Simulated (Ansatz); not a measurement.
**Computed against measured: atomisation enthalpy at 298 K**

10 molecules without hydrogen; the atomisation enthalpy at 298 K in kJ/mol, computed less measured. Shapes, held fixed at every level: PBE0-D4/def2-TZVP. Thermal terms are harmonic and unscaled (PBE0-D4/def2-TZVP); the spin-orbit lowering of the free atoms is taken from their spectra. Programs: Ansatz 0.2.0. Measured values: Active Thermochemical Tables, CRC Handbook of Chemistry and Physics, NIST-JANAF tables.

Levels: A = PBE-D4/def2-TZVPP; B = wB97X-V/def2-TZVPP; C = MP2/def2-SVP; D = MP2/def2-TZVPP.

| molecule | from tabulated heats | A | B | C | D |
| --- | --- | --- | --- | --- | --- |
| ICl (iodine monochloride) | 211 | +13 | -17 | -73 | -16 |
| AsF3 (SMILES F[As](F)F) | 1326 | +91 | +40 | -88 | +41 |
| BiCl3 (bismuth trichloride) | 837 | +152 | +99 | -83 | +63 |
| InBr3 (SMILES [Br][In]([Br])[Br]) | 861 | -28 | -32 | -51 | -17 |
| SiBr4 (SMILES Br[Si](Br)(Br)Br) | 1313 | +31 | -5 | -86 | +33 |
| C3O2 (carbon suboxide) | 2745 | +236 | -10 | +35 | +80 |
| CBr2Cl2 (dibromodichloromethane) | 1180 | +88 | -17 | -78 | +31 |
| SiF4 (silicon tetrafluoride) | 2382 | -10 | -36 | -128 | +55 |
| C2BrF5 (bromopentafluoroethane) | 3007 | +207 | +27 | +4 | +97 |
| C4F8 (octafluorocyclobutane) | 5045 | +353 | +59 | +21 | +144 |

**Question.** Which level does best on this set, which worst, and which err to one side?

**Answer.** 
```csv
level,kind,mean error,mean absolute error,worst case
PBE-D4/def2-TZVPP,GGA,+113.3,120.9,C4F8
wB97X-V/def2-TZVPP,range-separated hybrid,+10.8,34.2,BiCl3
MP2/def2-SVP,perturbation theory,-52.7,64.7,SiF4
MP2/def2-TZVPP,perturbation theory,+51.1,57.7,C4F8
```

On this set wB97X-V/def2-TZVPP has the smallest mean absolute error and PBE-D4/def2-TZVPP the largest. PBE-D4/def2-TZVPP is too high in 8 of 10; MP2/def2-SVP is too low in 7 of 10; MP2/def2-TZVPP is too high in 8 of 10. The heats of BiCl3, InBr3, SiBr4, C2BrF5, C4F8 come from older tables and can be uncertain by 10 kJ/mol or more. The molecules' own spin-orbit binding is left out, so errors for heavy halides read too negative. Heats of the atoms come from ATcT where it has them. The levels differ in basis as well as in method. With so many references in doubt the order of the levels isn't settled. The tabulated value of AsF3 is in doubt (older tables, estimates, or at odds with other calculations) and kept here. Over the 9 molecules whose values aren't doubted the mean absolute errors are A 124.2; B 33.6; C 62.1; D 59.6. For MP2/def2-TZVPP the error tends to grow with the atomisation enthalpy. Correlated wave functions converge slowly with the basis. For atoms past krypton def2 sets carry core potentials with scalar relativity. Relativity is left out for As, Br. Outer-core shells of As, Bi, Br, I, In are correlated, in sets that cover them unevenly. The set is small.

Enlarging the basis raises the MP2 atomisation enthalpy of every molecule, a shift that doesn't depend on the reference values. Molecules need polarisation functions to describe bonding density and pair correlation more than their separated atoms do, so a small basis underbinds. MP2 itself tends to overbind multiple and electron-rich bonds, so the modest +35 for C3O2 in the smaller basis probably reflects cancellation, which the larger basis partly removes by giving +80.

PBE's +236 for the same molecule fits the familiar overbinding of cumulated multiple bonds by semilocal exchange, whereas wB97X-V, with its share of exact exchange, gives -10. SiF4, at -10 with PBE, shows that this overbinding doesn't carry over to every strongly bound molecule.

BiCl3 comes out too high at all three triple-zeta levels. Besides the reference, a possible cause is the bismuth atom: its quartet S ground term has no first-order spin-orbit splitting, but is lowered considerably by mixing with higher terms, which a correction based on the splitting alone would miss.
